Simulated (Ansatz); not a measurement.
**Ligand exchange: GeH3(CH3) + CI4 → GeH2(CH3)I + CHI3**

Species: GeH3(CH3) (methyl germane), singlet; CI4 (tetraiodomethane) `IC(I)(I)I`, singlet; GeH2(CH3)I, singlet; CHI3 (iodoform) `IC(I)I`, singlet. The partners trade H for I: Ge–H and C–I bonds give way to Ge–I and C–H.

Shapes, held fixed at every level: PBE0-D4/def2-TZVP. Programs: Ansatz 0.2.0. The zero-point and thermal change to 298 K, harmonic and unscaled (PBE0-D4/def2-TZVP), is +10.5 kJ/mol.

| level | kind | ΔH(298 K) (kJ/mol) | less CCSD(T)/def2-TZVPP |
| --- | --- | --- | --- |
| HF/def2-SVP | Hartree–Fock | -211.8 | -50.2 |
| HF/def2-TZVPP | Hartree–Fock | -211.6 | -50.0 |
| BHLYP-D4/def2-TZVPP | global hybrid | -174.7 | -13.1 |
| PBE0-D4/def2-TZVPP | global hybrid | -170.6 | -9.0 |
| wB97M-V/def2-TZVPP | range-separated hybrid | -168.0 | -6.4 |
| wB97X-V/def2-TZVPP | range-separated hybrid | -169.7 | -8.1 |
| MP2/def2-SVP | perturbation theory | -161.5 | +0.1 |
| CCSD(T)/def2-TZVPP | coupled cluster or CI | -161.6 | 0.0 |

The highest level, CCSD(T)/def2-TZVPP, gives ΔH(298 K) = -161.6 kJ/mol; the levels span -211.8 to -161.5. The column of differences is taken from that level and isn't an error. No measured value is set beside it here. For atoms past krypton def2 sets carry core potentials with scalar relativity. Relativity is left out for Ge. Outer-core shells of Ge, I are correlated in most correlated rows, in sets that cover them unevenly.

Exchange of H for I is strongly exothermic at every level, so the direction of the enthalpy change doesn't depend on the treatment of correlation. The driving force is the pairing of partners: hydrogen moves from a fairly weak Ge–H bond to a much stronger C–H bond, while iodine leaves a crowded carbon for the larger, more electropositive germanium, where the bond is more polar. Relief of repulsion among the four iodines of CI4 probably adds to this. The positive vibrational contribution fits the stiffer C–H bond and offsets only a little of the electronic gain.

Hartree–Fock exaggerates the exothermicity by about the same amount in both basis sets, which points to missing correlation. This suggests that correlation favours the reactants, plausibly through dispersion between the close-packed iodines of CI4, some of which is lost in CHI3. The near coincidence of MP2/def2-SVP with CCSD(T)/def2-TZVPP may reflect cancellation between basis and correlation errors. The favourable enthalpy says nothing about the barrier to exchange.
